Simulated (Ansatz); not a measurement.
## From C to Ge: the atomisation energy (no zero-point term)

One atom is swapped for its congeners: SnH3(CH3); SiH3(SnH3); GeH3(SnH3). All are singlets with charge 0.

Shapes, held fixed at every level: PBE0-D4/def2-TZVP. Programs: Ansatz 0.2.0. Values in eV.

Problem. How should the atomisation energy change along the series?

Solution. At CCSD(T)/def2-TZVPP the atomisation energy falls at every step, from 24.04 to 19.62 eV. Every level shows the same order. For atoms past krypton def2 sets carry core potentials with scalar relativity. Relativity is left out for Ge unless named. Correlated rows may include outer-core shells of Ge, Sn, which these sets cover unevenly. Spin-orbit coupling, which grows down the group, is left out (summed over each molecule's free atoms 0.31, 0.32, 0.43 eV).

| level | SnH3(CH3) | SiH3(SnH3) | GeH3(SnH3) |
| --- | --- | --- | --- |
| HF/def2-TZVPP | 18.21 | 15.57 | 14.45 |
| r2SCAN-D4/def2-TZVPP | 24.27 | 20.64 | 19.69 |
| wB97M-V/def2-TZVPP | 24.35 | 20.72 | 19.61 |
| MP2/def2-TZVPP | 23.59 | 19.74 | 18.87 |
| CCSD(T)/def2-SVP | 23.07 | 19.39 | 18.52 |
| CCSD(T)/def2-TZVPP | 24.04 | 20.45 | 19.62 |

The fall is uneven: replacing carbon by silicon costs far more atomisation energy than replacing silicon by germanium. Each swap changes three bonds to hydrogen as well as the bond to tin, so the trend reflects all four. Carbon's compact 2s and 2p orbitals are similar in extent and overlap well with hydrogen, whereas the heavier atoms have more diffuse valence p orbitals and form longer, weaker bonds. The polarity of the carbon–tin bond probably adds some further stabilisation. The small step from silicon to germanium fits the poor shielding by germanium's filled 3d shell, which keeps its valence shell compact and the two atoms close in size.

Hartree–Fock already gives the order, so correlation is not its origin, but it underestimates every total because pairing electrons in bonds brings correlation energy that the separated atoms lack. These totals do not give the strength of the bond to tin itself, which would require the energies of the separated XH3 and SnH3 radicals.
